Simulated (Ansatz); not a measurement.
# A series in volume scale on BW

Free energy against uniform scaling of the volume at fixed shape and fractions; periodic cell, basis, potentials, k mesh and filling as listed. The results are calculated, by Ansatz 0.2.0.

The cell before it is scaled or strained (space group Cmcm, No. 63):
```
BW
1.0
      1.5809    -4.2411     0.0000
      1.5809     4.2411     0.0000
      0.0000     0.0000     3.0951
B W
2 2
Direct
  0.56102 0.43898 0.25000
  0.43898 0.56102 0.75000
  0.85538 0.14462 0.25000
  0.14462 0.85538 0.75000
```

Settings of every row: functional PBEsol; dispersion none; potentials PAW; wave cutoff 470 eV; density cutoff 1880 eV; k mesh 8x8x8; k shift 0x0x0; occupations fermi dirac; smearing width 0.1 eV; spin none.

Limits: coarse k mesh, up to 40 meV an atom off; no spin-orbit coupling, which can matter with elements this heavy; the cell comes from a prototype or a list of computed structures and needn't be the stable phase.

| row | volume scale | V (Å³/atom) | energy above lowest point (meV/atom) |
| --- | --- | --- | --- |
| 1 | 0.94 | 9.753 | 30.1 |
| 2 | 0.96 | 9.961 | 9.6 |
| 3 | 0.98 | 10.168 | 0 |
| 4 | 1 | 10.376 | 0.4 |
| 5 | 1.02 | 10.583 | 9.7 |
| 6 | 1.04 | 10.791 | 27 |
| 7 | 1.06 | 10.999 | ? |

Question: what energy above lowest point should row 7 give?

Worked fit of energy above lowest point. Take u = (V_r/V)^(2/3) − 1 with V_r = 10.272 Å³ an atom, which is twice the finite (Eulerian) strain; such expansions in the strain, on which the Birch-Murnaghan equation of state is built, carry the rest volume and the bulk modulus. The shown rows have u = 0.03517, 0.02071, 0.00681, -0.00669, -0.01969, -0.03233. Least squares give energy above lowest point = −0.95 − 28.1 × u + 25903 × u² meV/atom; a straight line predicts inner rows, each left out in turn, worse (root mean square 11 against 0.064 meV/atom). The rows lie off it by 0.0, 0.0, -0.1, 0.0, 0.1, 0.0. Its lowest point lies at u = 0.0005, or V = 10.26 Å³ an atom, and the curvature there gives the bulk modulus at fixed shape and fractions, B = (4/9)(1 + u)² E″(u)/V = 360 GPa. Letting shape and atoms relax would as a rule lower it, by much in layered, chain or molecular crystals. The withheld row has u = -0.04456, so the fit gives −0.95 − 28.1 × (-0.04456) + 25903 × (-0.04456)² = 51.7 meV/atom.

The calculation gave 51.6 meV/atom. The fit lies 0.1 meV/atom (0.19 % of the column's range) above it, one unit of the last digit. This row lies beyond the range of the fit.
